\paragraph{The question.}
Two electrons in a singlet ground state are bound to a clamped point nucleus of charge $Z\gg1$. The Hamiltonian is nonrelativistic and the temperature is 0 K. The adiabatic-connection integrand $W_\lambda$ starts with slope $2E_c^{\rm GL2}$, and the approximate value $E_c^{\rm GL2}=-0.0467\,E_h=-1.27$ eV is taken as given, so the slope is $-2.54$ eV. What sign and size does the response of this slope have when one thing is changed: (a) $Z$ is doubled from 20 to 40; (b) the nuclear potential is held fixed instead of the density; (c) the nucleus is replaced by a harmonic well; (d) the nucleus is replaced by two distant centres; (e) the exact functional is replaced by the LDA; (f) the system is a metal particle whose size is doubled? Formulas are in atomic units, $E_h=27.211$ eV and $a_0=0.5292$ \AA. Results in eV are computed from the unrounded hartree expressions.

\paragraph{Margin note 1: where the factor 2 comes from.}
Let $F_\lambda[n]$ be the minimum of $\langle T+\lambda V_{ee}\rangle$ over states of density $n$, reached by $\Psi_\lambda$, and let $U$ be the Hartree energy. Then $W_\lambda=\langle\Psi_\lambda|V_{ee}|\Psi_\lambda\rangle-U$ and $E_{xc}=\int_0^1W_\lambda\,d\lambda$. Since $\Psi_\lambda$ is stationary at fixed $n$, $dF_\lambda/d\lambda=U+W_\lambda$. The potential that holds the density is $v_\lambda=v_s-\lambda v_{Hx}-\lambda^2v_c^{(2)}+\dots$, with $v_{Hx}$ the Hartree plus local exchange potential. The term $\lambda^2v_c^{(2)}$ enters the second-order energy only as $-\int n\,v_c^{(2)}$ and drops out of $F_\lambda=E_\lambda-\int n\,v_\lambda$. For a nondegenerate Kohn--Sham determinant $\Phi_0$ this leaves $F_\lambda=T_s+\lambda(U+E_x)+\lambda^2E_c^{\rm GL2}+\dots$ with the G\"orling--Levy term
\begin{equation}
E_c^{\rm GL2}=-\sum_{k\neq0}\frac{|\langle\Phi_k|V_{ee}-\sum_iv_{Hx}(\mathbf r_i)|\Phi_0\rangle|^2}{E_k-E_0},
\qquad W_\lambda=E_x+2\lambda E_c^{\rm GL2}+O(\lambda^2).
\label{gl2}
\end{equation}
The 2 is the derivative of $\lambda^2$. Every term of the sum is negative, so the slope grows in magnitude with larger matrix elements, smaller gaps or more channels. For a two-electron singlet $v_{Hx}=v_H/2=u$, the potential of the charge of one orbital. This is exactly the single-excitation part of $1/r_{12}$, so only double excitations survive.

\paragraph{Margin note 2: the coupling constant is a length scale.}
Under $n_\gamma(\mathbf r)=\gamma^3n(\gamma\mathbf r)$ kinetic energies scale as $\gamma^2$ and Coulomb energies as $\gamma$, so $F_\lambda[n_\gamma]=\gamma^2F_{\lambda/\gamma}[n]$ and
\begin{equation}
W_\lambda[n_\gamma]=\gamma W_{\lambda/\gamma}[n],\qquad
W_{c,\lambda}[n]\equiv W_\lambda-E_x=\frac{d}{d\lambda}\Big(\lambda^2E_c[n_{1/\lambda}]\Big).
\label{scal}
\end{equation}
Matching powers of $\lambda$ gives $E_x\propto\gamma$, $E_c^{\rm GL2}\propto\gamma^0$ and a third-order term $\propto1/\gamma$. The initial slope depends on the shape of the density and not on its size.

\paragraph{Margin note 3: the logarithm of the uniform gas.}
For the spin-unpolarised gas, with $r_s$ in bohr, $n_{1/\lambda}$ has Seitz radius $\lambda r_s$. The high-density form $\varepsilon_c=A\ln r_s+B$ per electron then gives
\begin{equation}
w_{c,\lambda}=\lambda\,[2A\ln(\lambda r_s)+A+2B],\qquad
\frac{dw_{c,\lambda}}{d\lambda}=2A\ln(\lambda r_s)+3A+2B .
\label{gas}
\end{equation}
The form needs $\lambda r_s\ll1$, which any density reaches as $\lambda\to0$: $w_c$ goes to zero while its slope goes to $-\infty$. The coefficient $A$ comes from the direct second-order term. At small $q$ and imaginary frequency $qk_Fx$ the free response is $\chi_0=-(k_F/\pi^2)R(x)$ with $R=1-x\arctan(1/x)$, and $n=k_F^3/3\pi^2$, so
\begin{equation}
\varepsilon^{(2)}=-\frac1{2n}\int\!\frac{d^3q}{(2\pi)^3}\int_0^\infty\!\frac{qk_F\,dx}{2\pi}\Big(\frac{4\pi}{q^2}\chi_0\Big)^2
=-\frac{6}{\pi^3}\int_0^\infty\!R^2dx\int\!\frac{dq}{q}=-2A\int\!\frac{dq}{q}.
\label{ring}
\end{equation}
With $\int_0^\infty R^2dx=\pi(1-\ln2)/3$, $A=(1-\ln2)/\pi^2$, which is 0.846 eV. The $q$ integral ends above near $k_F$. Below, it is cut either by screening at $q_s=(4\lambda k_F/\pi)^{1/2}$, which gives $-2A\ln(k_F/q_s)=A\ln(\lambda r_s)+{}$const, or by the size $L$ of the system at $q\sim1/L$. The larger cutoff is the one that acts. The constant is taken as the approximate input $B=-0.0469\,E_h=-1.28$ eV; its closeness to the value given for the ion is an accident.

\paragraph{(a) Doubling $Z$.}
\emph{Reasoning.} Matrix elements of $1/r_{12}$ grow as $Z$ and gaps as $Z^2$, so each term of \eqref{gl2} is unchanged. Exchange doubles, and the slope relative to $E_x$ halves.

\emph{Calculation.} The hydrogenic density $n=(2Z^3/\pi)e^{-2Zr}$ is the $Z=1$ density scaled with $\gamma=Z$, so for it the slope stays at $-2.54$ eV exactly. With $J=(1s1s|1s1s)=5Z/8$, $U=2J$ and $E_x=-J$: $-340.1$ eV at $Z=20$ and $-680.3$ eV at $Z=40$. The ratio $2E_c^{\rm GL2}/E_x$ falls from 0.0075 to 0.0037. A straight $W_\lambda$ implies $W_{c,1}=2E_c$, so the kinetic part $T_c=E_c-W_{c,1}$ is $+1.27$ eV at both charges.

\emph{What was dropped.} The third-order term and the departure of the physical density from hydrogenic shape are both of order $1/Z$. Their sum in $E_c$ is taken as approximately $+0.0098\,E_h/Z$, which is 1.0\% of $|E_c|$ at $Z=20$ and 0.5\% at $Z=40$. This number does not separate curvature from a change of slope; it sets the scale of both. Relativistic corrections have relative order $(Z\alpha)^2$, 0.021 and 0.085, with a coefficient not computed here. For a real ion they rival the $1/Z$ term, so the sign of the small residual change is not fixed by this argument.

\paragraph{(b) Holding the nucleus fixed instead of the density.}
\emph{Reasoning.} Without the counter-potential $-\lambda u$ the orbital may swell. The double excitations are the same, because a one-body potential does not couple to them, and single excitations add negative terms. The slope of $\langle V_{ee}\rangle_\lambda=dE_\lambda/d\lambda$ must be steeper. For the size, a scaled $1s$ orbital gives the variational energy $-(Z-5\lambda/16)^2$, whose $\lambda^2$ coefficient is $-25/256$, or $-2.66$ eV. The singles must be at least this negative, about twice the doubles.

\emph{Calculation.} The coefficient is independent of $Z$; set $Z=1$, $u=1/r-(1+1/r)e^{-2r}$ and $P^2=4r^2e^{-2r}$. Write the first-order orbital as $f$ times the $1s$ orbital. It obeys $\tfrac12(P^2f')'=(u-\tfrac58)P^2$, so $f'=2g/P^2$ with
\begin{equation}
g(r)=\int_0^r(u-\tfrac58)P^2ds=e^{-2r}\Big(\tfrac54r^2-\tfrac34r-\tfrac38\Big)+e^{-4r}\Big(r^2+\tfrac32r+\tfrac38\Big).
\end{equation}
Each electron contributes $-\tfrac12\int P^2f'^2dr$, and the two together give
\begin{equation}
\epsilon_S=-4\int_0^\infty\frac{g^2}{P^2}\,dr=\frac9{32}\ln\frac34-\frac{13}{432},
\label{sing}
\end{equation}
which is $-0.1110\,E_h=-3.02$ eV. The scaled orbital caught 88\% of it. The slope becomes $2(E_c^{\rm GL2}+\epsilon_S)=-8.58$ eV, steeper by a factor 3.4. The second-order coefficient of the $1/Z$ expansion is therefore not the GL2 energy; most of it is orbital relaxation, which Kohn--Sham theory books under $T_s$, $U$, $E_x$ and the nuclear attraction. The same relaxation lowers $J$ of the physical ion by $2|\epsilon_S|=6.04$ eV and makes $E_x$ less negative by that amount.

\paragraph{(c) A harmonic well $\tfrac12\omega^2r^2$ in place of the nucleus.}
\emph{Reasoning.} The noninteracting density is Gaussian; by \eqref{scal} its slope cannot depend on $\omega$. Write $E_c^{\rm GL2}=-D/\bar E$, with $\bar E$ a mean double-excitation energy and $D$ the summed squared matrix elements. By closure
\begin{equation}
D=\langle(r_{12}^{-1}-u_1-u_2+J)^2\rangle=\langle r_{12}^{-2}\rangle-2\langle u^2\rangle+J^2 .
\end{equation}
For the ion $D=(\tfrac23-\tfrac{23}{27}+\tfrac{25}{64})Z^2$ and $T_s=Z^2$. For the well $u=\operatorname{erf}(\sqrt\omega\,r)/r$, $D=(1-\tfrac43+\tfrac2\pi)\omega$ and $T_s=3\omega/2$. The ratios $D/T_s$ are 5.59 and 5.50 eV. If $\bar E/T_s$ were the same the slopes would nearly coincide, so the change is small and the denominators decide its sign. A heuristic settles it: the ion holds part of its density in a cusp where short wavelengths, and hence costly excitations, are needed, and the well has no such region. Expect a smaller $\bar E/T_s$ in the well and a slightly steeper slope.

\emph{Calculation.} Set $\omega=1$ and $c_n=\binom{2n}{n}4^{-n}$. As in (b), doubles are the full second-order energy at fixed potential minus the singles. The interaction acts on the relative motion only, with $s$ levels $2n$ above the ground state and $|\langle n|r_{12}^{-1}|0\rangle|^2=(2/\pi)c_n/(2n+1)$. For one electron $|\langle n|u|0\rangle|^2=(2/\pi)c_n4^{-n}/(2n+1)$, with the same spacing. Both elements follow from the generating function of the Laguerre polynomials $L_n^{1/2}$. Use $1/[n(2n+1)]=1/n-2/(2n+1)$ and
\begin{equation}
\sigma(z)=\sum_{n\ge1}\frac{c_nz^n}{n(2n+1)}=2\ln\frac{2}{1+\sqrt{1-z}}-2\Big(\frac{\arcsin\sqrt z}{\sqrt z}-1\Big).
\end{equation}
The full term is $-\sigma(1)/\pi$, or $-2.120$ eV. The singles of both electrons are $-2\sigma(\tfrac14)/\pi$, or $-0.767$ eV. Their difference is
\begin{equation}
E_c^{\rm GL2}=-\frac2\pi\Big[2\ln(2+\sqrt3)-3\ln2-1+\frac\pi6\Big],
\end{equation}
which is $-0.04970\,E_h=-1.352$ eV. The slope is $-2.70$ eV, a change of $-0.16$ eV or 6\%. The implied $\bar E/T_s$ is 4.07, against 4.40 for the ion with the given input. A complete change of confinement moves the slope far less than the change of constraint in (b).

A second-order energy carries the unit $me^4/(4\pi\epsilon_0\hbar)^2$. In a spherical parabolic dot with a typical GaAs mass $0.067\,m_e$ and relative permittivity 12.9, this unit is 11 meV and the slope is $-1.1$ meV; the line stays straight up to $\lambda=1$ only if $\hbar\omega$ far exceeds 11 meV.

\paragraph{(d) Two centres of charge $Z$ at distance $R$.}
\emph{Reasoning.} Let $\rho=ZR/a_0$ and take the density of the doubly occupied bonding orbital $\sigma_g$ of the bare two-centre potential, which is the physical density for $Z\to\infty$ at fixed $\rho$. Scaling again removes $Z$ at fixed $\rho$. The gap $\Delta$ to $\sigma_u$ closes as $e^{-\rho}$ while the element $K=(\sigma_g\sigma_u|\sigma_g\sigma_u)$ stays finite. The slope should turn strongly negative, by a factor near $e^2=7.4$ for each step of 2 in $\rho$.

\emph{Calculation.} With $1s$ functions $a$ and $b$ of negligible overlap, $\sigma_g\sigma_u=(a^2-b^2)/2$ and $K=Z(\tfrac5{16}-\tfrac1{2\rho})$. The gap is taken from the approximate asymptotic form $\Delta=Z^2(4/e)\rho e^{-\rho}$, with relative corrections of order $1/(2\rho)$, under 10\% here. In the space of $\sigma_g^2$ and $\sigma_u^2$ the Hamiltonian has diagonal $0$ and $2\Delta$, a common shift linear in $\lambda$, and coupling $\lambda K$. The lower root is $\Delta-(\Delta^2+\lambda^2K^2)^{1/2}$ plus that shift, so
\begin{equation}
W_{c,\lambda}=-\frac{\lambda K^2}{\sqrt{\Delta^2+\lambda^2K^2}},\qquad
\frac{dW_\lambda}{d\lambda}\Big|_0=-\frac{K^2}{\Delta},\qquad\lambda_c=\frac\Delta K,
\label{two}
\end{equation}
where $\lambda_c$ is the radius of convergence set by the branch points $\pm i\Delta/K$. For $Z=20$:
\begin{center}
\begin{tabular}{cccccc}
$\rho$ & $R$ (\AA) & $\Delta$ (eV) & $K$ (eV) & $-K^2/\Delta$ (eV) & $\lambda_c$\\ \hline
6 & 0.159 & $2.4\times10^2$ & 125 & $-65$ & 1.9\\
8 & 0.212 & 43 & 136 & $-4.3\times10^2$ & 0.32\\
10 & 0.265 & 7.3 & 143 & $-2.8\times10^3$ & 0.051\\
\end{tabular}
\end{center}
The successive factors are 6.6 and 6.5; the growth of $\rho$ in $\Delta$ outweighs that of $K^2$ and pulls them below $e^2$.

\emph{What was dropped.} Write $\sigma_g^2=(aa+bb+ab+ba)/2$. The parts $aa$ and $bb$ each give one quarter of the atomic doubles. The mean field on each centre is half of the atomic $u$, so eight states with one electron excited on its centre are reached with amplitude $\pm\tfrac14$ of the atomic element, each giving $\tfrac1{16}\cdot\tfrac12\epsilon_S$. The remainder of the slope is $2(\tfrac12E_c^{\rm GL2}+\tfrac14\epsilon_S)=-2.8$ eV, small against the table. At finite $\lambda$ the mixing depletes the bond midpoint and $v_\lambda$ must restore it, which alters $\Delta$ by a factor of order one; the initial slope and the plateau $-K$ do not depend on this. At $\rho=10$, \eqref{two} gives $W_{c,1}=-1.4\times10^2$ eV, where the tangent gives $-2.8\times10^3$ eV. A large slope here signals a short linear range, and $\lambda_c\propto Z$: doubling $Z$ at fixed $\rho$ keeps the slope and doubles the range.

\paragraph{(e) The LDA in place of the exact functional.}
\emph{Reasoning.} The LDA integrates \eqref{gas} over the ion and so cuts the integral in \eqref{ring} at the local $q_s$. The ion has $L=a_0/Z$, and at the nucleus $k_F=(6\pi)^{1/3}Z$, so $q_sL=1.84\,(\lambda/Z)^{1/2}$, or 0.41 at $Z=20$ and $\lambda=1$. The LDA thus counts wavelengths longer than the ion, over a range that widens without bound as $\lambda/Z\to0$. Predicted: a slope more negative than the finite GL2 slope, diverging as $4A\ln\lambda$ for two electrons, and an $E_c$ that responds to $Z$.

\emph{Calculation.} For the hydrogenic density $r_s=(3/8)^{1/3}e^{2Zr/3}/Z$, and $\langle Zr\rangle=3/2$ gives $\langle\ln r_s\rangle=\kappa-\ln Z$ with $\kappa=1+\tfrac13\ln\tfrac38=0.673$. Then
\begin{equation}
\frac{dW^{\rm LDA}_\lambda}{d\lambda}=2\Big[2A\Big(\kappa+\ln\frac\lambda Z\Big)+3A+2B\Big],\qquad
E_c^{\rm LDA}=2\,[A(\kappa-\ln Z)+B].
\end{equation}
At $Z=20$ the slope is $-15.7$, $-23.5$ and $-31.3$ eV at $\lambda=0.1$, $0.01$ and $0.001$, a step of $-7.79$ eV per decade. The correlation energy is $-6.5$ eV at $Z=20$ and $-7.7$ eV at $Z=40$, a step of $-2A\ln2=-1.17$ eV, where \eqref{scal} demands none at leading order.

\emph{What was dropped.} The next terms of $\varepsilon_c$ are $Cr_s\ln r_s+D'r_s$, with approximate inputs $C=0.009\,E_h$ and $D'=-0.01\,E_h$. Here $\langle r_s\rangle=2.43/Z$ and $\langle r_s\ln r_s\rangle=\langle r_s\rangle[\kappa+\tfrac12-\ln Z]$. They add $-0.2$ eV to $E_c^{\rm LDA}$ at $Z=20$ and $-0.1$ eV at $Z=40$, which reduces the step by 0.07 eV in magnitude, and they add $-0.2$ eV to the slope at $\lambda=0.1$.

\emph{The repair.} Under scaling $\varepsilon_c^{\rm LDA}\to-A\ln\gamma$. The gradient variable $t=|\nabla n|/(2q_sn)$ at $\lambda=1$ measures $1/(q_sL)$ locally, and $t^2\propto\gamma$. A gradient term that tends to $+A\ln t^2$ in this limit cancels the logarithm and returns a finite slope; the PBE correlation functional is built this way. The cancellation fixes finiteness only, and the value of the slope is left to the details of the form.

\paragraph{(f) A metal particle of size $L$, doubled at fixed density.}
\emph{Reasoning.} For a closed-shell particle \eqref{gl2} is finite. At $\lambda\to0$ nothing screens, and \eqref{ring} is cut at $1/L$. A larger particle admits longer wavelengths, so the slope per electron steepens, and only logarithmically.

\emph{Calculation.} To leading logarithmic order the GL2 energy per electron is $-2A\ln(k_FL)+{}$const and the slope twice that. The constant depends on shape and is not fixed here; it cancels on doubling, up to surface terms of relative order $1/(k_FL)$, and the slope per electron changes by $-4A\ln2=-2.35$ eV. Because GL2 is scale invariant, this holds at metallic $r_s$ as well. The straight part of $W_\lambda$ ends where $q_sL\sim1$, at $\lambda^*\sim\pi a_0/(4k_FL^2)$. For a typical aluminium Seitz radius of 1.10 \AA, $k_F=(9\pi/4)^{1/3}/(1.10\ \text{\AA})=1.74$ \AA$^{-1}$, and $L=10$ nm gives $\lambda^*\sim2\times10^{-5}$; doubling $L$ divides it by 4. Beyond $\lambda^*$, and while $\lambda r_s\ll1$, the bulk form \eqref{gas} takes over. The divergence differs in kind from (d): there a single denominator vanishes and the slope grows as $e^{\rho}$, whereas here no single term dominates and the unscreened $4\pi/q^2$ adds an equal amount for every decade of $q$. The two-electron ion has $k_FL$ of order one, so it offers no such decade, and its slope stays finite.